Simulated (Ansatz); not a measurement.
A series in volume scale on C

RPA total energy (exact exchange plus RPA correlation) on Kohn-Sham orbitals over scaled volumes of the cell given; energies count from the value at scale 1 or the largest scale. The results are calculated, by Ansatz 0.2.0-dev trial.

The cell before it is scaled or strained (space group Fd-3m, No. 227):
```
C
1.0
      0.0000     1.7835     1.7835
      1.7835     0.0000     1.7835
      1.7835     1.7835     0.0000
C
2
Direct
  0.00000 0.00000 0.00000
  0.25000 0.25000 0.25000
```

Settings of every row: orbitals functional PBE; datasets soft_paw first; wave cutoff 420 eV; k mesh 4x4x4; correlated electrons 8; response cutoff 160 eV; long wavelength term neglected.

Limits: coarse mesh, values belong to these settings and can lie far from the converged crystal; soft datasets can hold too little correlation; the count of empty bands follows the volume.

```
row  volume scale  V (Å³/atom)  total energy with exact exchange (eV, a cell)  RPA energy (eV, a cell)  energy of the functional (eV, a cell)
  1          0.92        5.219                                         0.0624                   0.1358                                 0.1299
  2          0.96        5.446                                        -0.0011                   0.0366                                  0.035
  3             1        5.673                                              0                        0                                      0
  4          1.04          5.9                                              ?                        ?                                      ?
  5          1.08        6.127                                         0.1543                   0.0632                                 0.0729
```

Question: what total energy with exact exchange and RPA energy should row 4 give?

Worked fit of total energy with exact exchange. Take u = (V_r/V)^(2/3) − 1 with V_r = 5.5595 Å³ an atom, which is twice the finite (Eulerian) strain; such expansions in the strain, on which the Birch-Murnaghan equation of state is built, carry the rest volume and the bulk modulus. The shown rows have u = 0.04304, 0.01385, -0.01338, -0.06274. Least squares give total energy with exact exchange = −0.00797 − 0.0808 × u + 39.923 × u² eV; a straight line predicts inner rows, each left out in turn, worse (root mean square 0.07 against 0.00066 eV). The rows lie off it by -0.0001, 0.0003, -0.0003, 0.0001. The withheld row has u = -0.03885, so the fit gives −0.00797 − 0.0808 × (-0.03885) + 39.923 × (-0.03885)² = 0.0554 eV.

The calculation gave 0.0548 eV. The fit lies 0.0006 eV (1.1 % of the value, 0.39 % of the column's range) above it; its largest miss of a shown row is 0.0003 eV.

Worked fit of RPA energy. Take u = (V_r/V)^(2/3) − 1 with V_r = 5.5595 Å³ an atom, which is twice the finite (Eulerian) strain; such expansions in the strain, on which the Birch-Murnaghan equation of state is built, carry the rest volume and the bulk modulus. The shown rows have u = 0.04304, 0.01385, -0.01338, -0.06274. Least squares give RPA energy = 0.01155 + 1.3733 × u + 35.037 × u² eV; a straight line predicts inner rows, each left out in turn, worse (root mean square 0.062 against 0.0014 eV). The rows lie off it by 0.0002, -0.0007, 0.0006, -0.0001 (root mean square 0.00047 eV). The withheld row has u = -0.03885, so the fit gives 0.01155 + 1.3733 × (-0.03885) + 35.037 × (-0.03885)² = 0.0111 eV.

The calculation gave 0.0099 eV. The fit lies 0.0012 eV (12 % of the value, 0.88 % of the column's range) above it; its largest miss of a shown row is 0.0007 eV.

The other values of row 4: energy of the functional 0.0158 eV.
